**Student:** In charge pumping the gate of an n-channel MOSFET swings from inversion to accumulation, and the substrate current should count interface traps. Long channels give extra current, the geometric component. I was told it vanishes once the falling edge is long against $L^2/D$. Where does that come from?

**Lecturer:** From electrons that have not reached source or drain when the holes arrive. My premises are these. Source, drain and body are grounded. The channel $0<x<L$ is a charge sheet, long against oxide thickness and depletion width. $Q>0$ is the magnitude of the mobile electron charge per area, $\psi$ the surface potential, $\mu$ a constant mobility, and $D=\mu\phi_t$ with $\phi_t=k_BT/e$. Traps exchange no charge for now. The gate falls at the rate $R=\Delta V_G/t_f$.

Gauss's law across the oxide gives $C_{ox}(V_G-V_{FB}-\psi)=Q+Q_d(\psi)$, with $Q_d$ the depletion charge. The gate voltage does not depend on $x$, so $\partial_x\psi=-\partial_xQ/C$, where $C=C_{ox}+dQ_d/d\psi=nC_{ox}$. Electrons drift at $+\mu\,\partial_x\psi$, so the flux of $Q$ is $\mu Q\,\partial_x\psi-D\,\partial_xQ$, and continuity gives

$$\partial_tQ=\partial_x\!\left[\left(\frac{\mu Q}{C}+D\right)\partial_xQ\right]=\partial_x^2U,\qquad U=\frac{\mu Q^2}{2C}+DQ. \tag{1}$$

Writing the middle form as $\partial_x^2U$ takes $C$ as independent of $x$.

**Student:** The gate voltage has dropped out. What drives the draining?

**Lecturer:** The boundaries. At both ends the contacts pin the electron quasi-Fermi level, so the edge charge obeys $Q_b\propto e^{\psi/\phi_t}$. With $Q_d$ linearised, $\psi=\text{const}+(C_{ox}V_G-Q_b)/C$, and therefore

$$\frac{Q_b}{C\phi_t}+\ln\frac{Q_b}{C\phi_t}=\frac{V_G-V_T}{n\phi_t}. \tag{2}$$

The constant has gone into $V_T$, which this defines. At $V_G=V_T$ the root is $Q_b=0.567\,C\phi_t$. Differentiating (2) gives $\dot Q_b=-C_{ox}R\,Q_b/(Q_b+C\phi_t)$. The edges thus lose charge at nearly $C_{ox}R$ in strong inversion, never faster, and below threshold $Q_b$ dies exponentially with time constant $n\phi_t/R$.

Now scale. Put $x=L\xi$, $Q=Q_*q$, $t=t_*\theta$, with $\theta=0$ at $V_G=V_T$, and require $\mu Q_*t_*/(CL^2)=1$ and $C_{ox}Rt_*=Q_*$. Then

$$Q_*=C_{ox}V_*,\quad V_*=L\sqrt{\frac{nR}{\mu}},\quad t_*=\frac{V_*}{R},\quad \delta=\frac{n\phi_t}{V_*}, \tag{3}$$

and (1) becomes $\partial_\theta q=\partial_\xi^2u$ with $u=q^2/2+\delta q$. Note that $\delta^2=(n\phi_t/R)/(L^2/D)$. For $\delta\to0$ the edge value is $q_b=-\theta$ up to pinch-off at $\theta=0$ and zero afterwards. If the ramp starts far above threshold no parameter is left, so the mean charge at pinch-off is a pure number times $C_{ox}L\sqrt{nR/\mu}$.

**Student:** Let me get the number. The whole channel follows the gate, so $\partial_\theta q=-1$ and $u''=-1$. Integrating twice, $u=u_b+\xi(1-\xi)/2$, and for $\delta=0$ this is $q=\sqrt{\theta^2+\xi(1-\xi)}$. At pinch-off it is a semicircle of radius $1/2$, of area $\pi/8=0.393$. But wait. The time derivative of my solution is $\theta/q$, which is zero at pinch-off. I assumed $-1$.

**Lecturer:** So the quasi-static profile is consistent only for $|\theta|\gg1$, and at pinch-off it fails at order unity. It survives as an upper bound. Let $w=\partial_\theta q$ and differentiate the equation in time:

$$\partial_\theta w=[(q+\delta)w]''=(q+\delta)w''+2q'w'+q''w .$$

This is linear and homogeneous in $w$. The interior starts at $w=0$ and the edges have $-1\le w\le0$, so $w\le0$ everywhere. Next take an interior minimum with $w<0$. There $w'=0$ and $w''\ge0$, and the equation of motion, $(q+\delta)q''=w-q'^2$, makes $q''<0$. Hence $\partial_\theta w>0$, a negative interior minimum rises, and $w\ge-1$. So $-1\le u''\le0$, which gives $u_b\le u\le u_b+\xi(1-\xi)/2$. Since $u$ increases with $q$, the charge lies above its edge value and below your profile.

**Student:** An upper bound alone allows the true number to be tiny.

**Lecturer:** Then bound it from below, at $\delta=0$. With zero edge charge the equation separates: $q=f(\xi)/(\theta+\theta_0)$ with $(f^2/2)''=-f$. Multiply by $(f^2/2)'=ff'$ and integrate from the centre, where $f=f_m$ and $f'=0$: $(ff')^2=\tfrac23(f_m^3-f^3)$. Integrating $d\xi$ over half the channel with $f=f_mv$,

$$\frac12=\sqrt{\frac{3f_m}{2}}\int_0^1\frac{v\,dv}{\sqrt{1-v^3}}=\sqrt{\frac{3f_m}{2}}\;\frac13B\!\left(\tfrac23,\tfrac12\right),$$

where $B$ is the beta function and the integral is $0.862$. This gives $f_m=0.224$. The mean is the outflow through both edges, $\langle f\rangle=2ff'|_{\xi=0}=2\sqrt{2f_m^3/3}=0.173$.

At time $\theta=-s$ the true $q$ is at least $s$ everywhere. Start a separable solution then, with peak $s$. It begins below $q$ and has lower edge values, so by the comparison principle for this nonlinear diffusion equation it stays below. Its denominator is $f_m/s$ at the start and $s+f_m/s$ at pinch-off, which is smallest for $s=\sqrt{f_m}=0.473$. The mean is then $\langle f\rangle/(2\sqrt{f_m})=\sqrt{2/3}\,f_m$, and

$$0.183\;\le\;\frac{\langle Q\rangle_{\rm pinch}}{C_{ox}L\sqrt{nR/\mu}}\;\le\;\frac{\pi}{8}. \tag{4}$$

The exact coefficient needs a numerical solution. The scaling with $L\sqrt{R/\mu}$ does not.

**Student:** And then this charge decays by diffusion, as $e^{-t/\tau}$.

**Lecturer:** Only at the end. For small $\delta$ the charge at pinch-off is far above $C\phi_t$, so drift in its own field still dominates, and the separable solution shows a $1/t$ decay. One estimate covers both stages. Define the weighted mean $M=\langle Q\rangle_w=\frac{\pi}{2}\int_0^1Q\sin(\pi\xi)\,d\xi$, whose weight integrates to one. Apply it to (1) and integrate by parts twice. The terms in $U'\sin\pi\xi$ vanish at the ends, and those in $U\cos\pi\xi$ give the edge value $U_b$:

$$\dot M=-\frac{\pi^2}{L^2}\left(\langle U\rangle_w-U_b\right).$$

Set $U_b=0$ after pinch-off. Since $\langle Q^2\rangle_w\ge M^2$,

$$\dot M\le-\frac1\tau\left(M+\frac{M^2}{2C\phi_t}\right),\qquad\tau=\frac{L^2}{\pi^2D}.$$

For $y=1/M$ this is linear, $\dot y\ge[y+1/(2C\phi_t)]/\tau$, and the integrating factor $e^{-t/\tau}$ gives

$$M(t)\le\frac{M_0e^{-t/\tau}}{1+\dfrac{M_0}{2C\phi_t}\left(1-e^{-t/\tau}\right)}\le\frac{2C\phi_t}{e^{t/\tau}-1}. \tag{5}$$

The middle expression grows with $M_0$, so the semicircle may be inserted: $M_0\le\frac{\pi}{4}J_1(\pi/2)\,Q_*=0.445\,Q_*$, with $J_1$ the Bessel function. The plain mean obeys $\langle Q\rangle\le M$, because $U$ is concave and symmetric, so $Q$ and the weight both rise towards the centre. For $t\ll\tau$ the last form is $(2/\pi^2)\,CL^2/(\mu t)$, with coefficient $0.203$, above the $0.173$ of the separable solution as a bound must be. For $t\gg\tau$ it is the diffusion tail, and its amplitude is capped at $2C\phi_t$ whatever the ramp left behind.

**Student:** You dropped $U_b$.

**Lecturer:** Its size follows from (2). Let $r=Q_b/(C\phi_t)$, so $U_b=DC\phi_t(r+r^2/2)$ and $|dt|=(n\phi_t/R)(1+1/r)\,dr$. The integral of $(r+r^2/2)(1+1/r)$ from $0$ to $0.567$ is $0.84$, so the edges add at most $0.84\,\pi^2\delta^2C\phi_t$ to $M$. That is negligible for small $\delta$.

**Student:** When does the clock stop? At the end of the edge?

**Lecturer:** Earlier. Holes reach the surface near flat band, so the time available is $t_w=(V_T-V_{FB})/R$, a fraction of $t_f$. If every leftover electron then recombines, a device of width $W_g$ pulsed at frequency $\nu$ shows $I_{geo}=\nu W_gL\langle Q\rangle(t_w)$, which reads as a false trap density $\langle Q\rangle/e$ per area. To keep it below $Q_{tol}$, (5) says it suffices that

$$t_w\ge\frac{L^2}{\pi^2D}\ln\!\left(1+\frac{2C\phi_t}{Q_{tol}}\right). \tag{6}$$

Your rule has the right scaling, $t_f\propto L^2/\mu$. The time that counts is $t_w$, the yardstick is smaller than $L^2/D$ by $\pi^2$, and the tolerance enters through a logarithm.

**Student:** Between threshold and flat band the depletion layer shrinks. $C$ cannot stay constant.

**Lecturer:** It grows, which weakens the drift. The inequality for $y$ holds with $C(t)$. Write $a=t_w/\tau$, let $\sigma=t/\tau$, and mark threshold values with $T$. In (5), $C$ becomes $C_T$ and $1-e^{-a}$ becomes $K=\int_0^ae^{-\sigma}(n_T/n)\,d\sigma$. In the depletion approximation, with the small remaining $Q$ ignored, $V_G-V_{FB}=\psi+\gamma\sqrt\psi$ with $\gamma=\sqrt{2e\varepsilon_sN_A}/C_{ox}$, and $dV_G/n=d\psi$. Therefore

$$K=\frac{n_T}{R\tau}\int_0^{\psi_T}\exp\!\left[-\frac{V_T-V_{FB}-\psi-\gamma\sqrt\psi}{R\tau}\right]d\psi. \tag{7}$$

Both $e^{-\sigma}$ and $n_T/n$ fall with time, so $K/(1-e^{-a})$ is at least the plain time average of $n_T/n$, which is $n_T\psi_T/(V_T-V_{FB})$.

**Student:** Numbers, please, for 4H-SiC.

**Lecturer:** The band gap is $3.26$ eV, a compiled value (Deguchi 2016, temperature not stated). Assumed device inputs: $\mu=20$ cm²/Vs, $L=10\ \mu$m $=10^4$ nm, 50 nm of SiO₂, $N_A=10^{17}$ cm⁻³, $T=300$ K, $\Delta V_G=20$ V, $t_f=1\ \mu$s, hence $R=2\times10^7$ V/s. Typical material inputs: relative permittivities $3.9$ for SiO₂ and $9.7$ for SiC, band-edge densities of states $N_c=1.7\times10^{19}$ and $N_v=2.5\times10^{19}$ cm⁻³.

Then $\phi_t=25.85$ mV. I place threshold where the surface electron density equals $N_A$, so $\psi_T=E_g/e-\phi_t\ln(N_cN_v/N_A^2)=2.98$ V. Partial ionisation of the acceptors lowers this by 60 mV per decade of missing holes, which I ignore. Next $C_{ox}=69.1$ nF/cm², the depletion width is $\sqrt{2\varepsilon_s\psi_T/(eN_A)}=179$ nm, $\gamma=2.40$ V$^{1/2}$, $n_T=1+\gamma/(2\sqrt{\psi_T})=1.70$ and $V_T-V_{FB}=7.13$ V.

| Quantity | Model value |
|---|---|
| $D$ | $0.517$ cm²/s |
| $L^2/D$ | $1.93\ \mu$s |
| $\tau$ | $196$ ns |
| $V_*$, $t_*$, $\delta$ | $1.30$ V, $65$ ns, $0.034$ |
| $Q_*/e$ | $5.6\times10^{11}$ cm⁻² |
| $C_T\phi_t/e$ | $1.89\times10^{10}$ cm⁻² |
| $t_w$, $a$ | $357$ ns, $1.82$ |

The bracket (4) gives $1.0\times10^{11}$ to $2.2\times10^{11}$ cm⁻² at pinch-off.

**Student:** That bracket assumed $\delta=0$.

**Lecturer:** Yes, and the corrections are visible. The upper bound holds at finite $\delta$ as $q\le\sqrt{(q_b+\delta)^2+\xi(1-\xi)}-\delta$ with $q_b=0.567\,\delta$, whose mean is $0.36$ in place of $0.393$. For the lower end I have estimates only. Diffusion acting for $0.473\,t_*$ costs about $e^{-0.473\,t_*/\tau}=0.85$. The logarithm in (2) means the edge reaches $q_b=0.473$ earlier by $\delta\ln(0.473/\delta)=0.089$ in $\theta$, which lengthens the denominator $2\sqrt{f_m}$ and costs a factor $0.91$. So quote one figure: about $1$ to $2\times10^{11}$ cm⁻².

For the tail, $M_0/e\le2.5\times10^{11}$ cm⁻², and that value makes $M_0/(2C_T\phi_t)=6.6$. Diffusion alone would leave $M_0e^{-a}/e=4.0\times10^{10}$ cm⁻². Equation (5) with $1-e^{-a}=0.84$ gives $6.2\times10^9$ cm⁻². Equation (7) gives $K=0.69$ and raises the bound to $7.3\times10^9$ cm⁻². For an assumed tolerance of $10^9$ cm⁻² the logarithm in (6) is $3.66$, so $t_w\ge0.72\ \mu$s, which is $0.37\,L^2/D$, and $t_f\ge2.0\ \mu$s. The rising $n$ scales the amplitude by at most $1/0.71$ and adds at most $0.34$ to the logarithm, under ten per cent. The results depend on $L$ and $R$ only through $RL^2$, so a 1000 nm channel meets the same tolerance at $t_f=20$ ns.

**Student:** Would a real SiC device show at most $7\times10^9$ cm⁻²?

**Lecturer:** No, that number is the model's, and the trap-free premise is its weak point. A trap at depth $E$ below the conduction band emits at a rate proportional to $e^{-E/k_BT}$, so the emptied depth advances as $k_BT\ln t$. This feeds the channel with $D_{it}k_BT/t$ electrons per area and time. A uniform source $G$ drained by diffusion gives the steady profile $Gx(L-x)/(2D)$, of mean $GL^2/(12D)$. With a typical density near the conduction band of SiC/SiO₂, $D_{it}\approx10^{12}$ cm⁻²eV⁻¹, this is roughly $1.2\times10^{10}$ cm⁻² at $t_w$. It exceeds the whole trap-free bound, so the model typically understates the leftover charge in such a device, by a factor of two or more. This term falls as $L^2/t_w$ and not exponentially, so it takes over for slow edges, and (6) then stops being sufficient. Traps fast enough to follow the local charge act differently: they lower the effective $\mu$ and $D$ of the total sheet charge, which is how a mobility as low as 20 cm²/Vs is best read.

**Student:** So where do (4) to (6) hold?

**Lecturer:** First, $\delta\ll1$, meaning $R\gg n\mu\phi_t^2/L^2$, here $2.3\times10^4$ V/s. For $\delta\gg1$ the channel follows (2) and no drift residue forms. The dropped edge term is $0.009\,C_T\phi_t$ in our case. Second, the high gate level $V_{GH}$ must exceed $V_T$ by several $V_*$ for a universal coefficient, and by $0.473\,V_*$ for the lower bound. With much less overdrive the initial charge $C_{ox}(V_{GH}-V_T)$ is largely left in place, and the dependence on $R$ saturates. Third, the potential dip along the channel, at most $V_*/(2n_T)=0.38$ V, must be small against $\psi_T$. Here it changes $n$ by 3 per cent. Fourth, the mobility must be constant. The edge slope obeys $q'\le1/[2(q_b+\delta)]$, so the drift speed at threshold is at most $1.5\times10^5$ cm/s, far below a typical saturation velocity of $2\times10^7$ cm/s, but any dependence of $\mu$ on gate field changes the coefficients. Fifth, $L$ must be long against the 179 nm depletion width and the oxide thickness, and close to flat band the charge-sheet and depletion approximations fade, so $t_w$ is uncertain by several $\phi_t$ of surface potential converted to gate swing. Finally, trap emission must be small, $D_{it}k_BT\,L^2/(12Dt_w)\ll Q_{tol}/e$, or else be added to (1) as a source.